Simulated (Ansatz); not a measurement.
# Bi2O: the change of pressure and energy above lowest point with volume per atom

Results calculated with Ansatz 0.2.0 development build, not measured. Equation of state of a cubic crystal from periodic Kohn-Sham density functional theory without spin; pressure corrected for the finite basis.

Cell of the first row (space group Fm-3m, No. 225):
```
CELL_PARAMETERS angstrom
0.00000 3.19310 3.19310
3.19310 0.00000 3.19310
3.19310 3.19310 0.00000
ATOMIC_POSITIONS crystal
Bi 0.25000 0.25000 0.25000
Bi 0.75000 0.75000 0.75000
O 0.00000 0.00000 0.00000
```

Settings of every row: formula Bi2O; structure type antifluorite; functional PBE; spin treatment none; k mesh 15x15x15; occupation method fermi-dirac; occupation width 0.061225619 eV; wave cutoff 700 eV; datasets hard PAW; density cutoff ratio 4.

Limits: a cubic model structure, not a phase known at ambient conditions; no spin-orbit coupling with 6p elements; the SCF threshold is loose for a stress in some rows.

| row | volume per atom (Å³) | pressure (GPa) | energy above lowest point (meV/atom) |
| --- | --- | --- | --- |
| 1 | 21.703 | 4.738 | 18.94 |
| 2 | 22.165 | ? | ? |
| 3 | 22.627 | 1.345 | 1.78 |
| 4 | 23.089 | -0.081 | 0 |
| 5 | 23.55 | -1.353 | 2.1 |
| 6 | 24.012 | -2.487 | 7.67 |
| 7 | 24.474 | -3.498 | 16.32 |

Question: what pressure and energy above lowest point should row 2 give?

Worked fit of pressure. Take u = (V_r/V)^(2/3) − 1 with V_r = 23.319 Å³ an atom, which is twice the finite (Eulerian) strain; such expansions in the strain, on which the Birch-Murnaghan equation of state is built, carry the rest volume and the bulk modulus. The shown rows have u = 0.04904, 0.02029, 0.00663, -0.00655, -0.01933, -0.03171. Least squares give pressure = −0.734 + 96.344 × u + 297.77 × u² + 264.2 × u³ GPa; a parabola predicts inner rows, each left out in turn, worse (root mean square 0.0054 against 0.0016 GPa). The rows lie off it by 0.000, -0.001, 0.001, -0.001, 0.000, 0.000. The pressure vanishes at u = 0.0074, or V = 23.06 Å³ an atom, and there the bulk modulus at fixed shape and fractions is B = −V dP/dV = (2/3)(1 + u) dP/du = 67.7 GPa. The withheld row has u = 0.03441, so the fit gives −0.734 + 96.344 × (0.03441) + 297.77 × (0.03441)² + 264.2 × (0.03441)³ = 2.945 GPa.

The calculation gave 2.945 GPa. The fit meets it to the printed digit.

Worked fit of energy above lowest point. Take u = (V_r/V)^(2/3) − 1 with V_r = 23.319 Å³ an atom, which is twice the finite (Eulerian) strain; such expansions in the strain, on which the Birch-Murnaghan equation of state is built, carry the rest volume and the bulk modulus. The shown rows have u = 0.04904, 0.02029, 0.00663, -0.00655, -0.01933, -0.03171. Least squares give energy above lowest point = 0.593 − 160.45 × u + 10707.1 × u² + 3950 × u³ meV/atom; a parabola predicts inner rows, each left out in turn, worse (root mean square 0.078 against 0.0049 meV/atom). All shown rows lie on it to the printed digit. Its lowest point lies at u = 0.0075, or V = 23.06 Å³ an atom, and the curvature there gives the bulk modulus at fixed shape and fractions, B = (4/9)(1 + u)² E″(u)/V = 67.7 GPa. The withheld row has u = 0.03441, so the fit gives 0.593 − 160.45 × (0.03441) + 10707.1 × (0.03441)² + 3950 × (0.03441)³ = 7.91 meV/atom.

The calculation gave 7.92 meV/atom. The fit lies 0.01 meV/atom (0.053 % of the column's range) below it, one unit of the last digit.
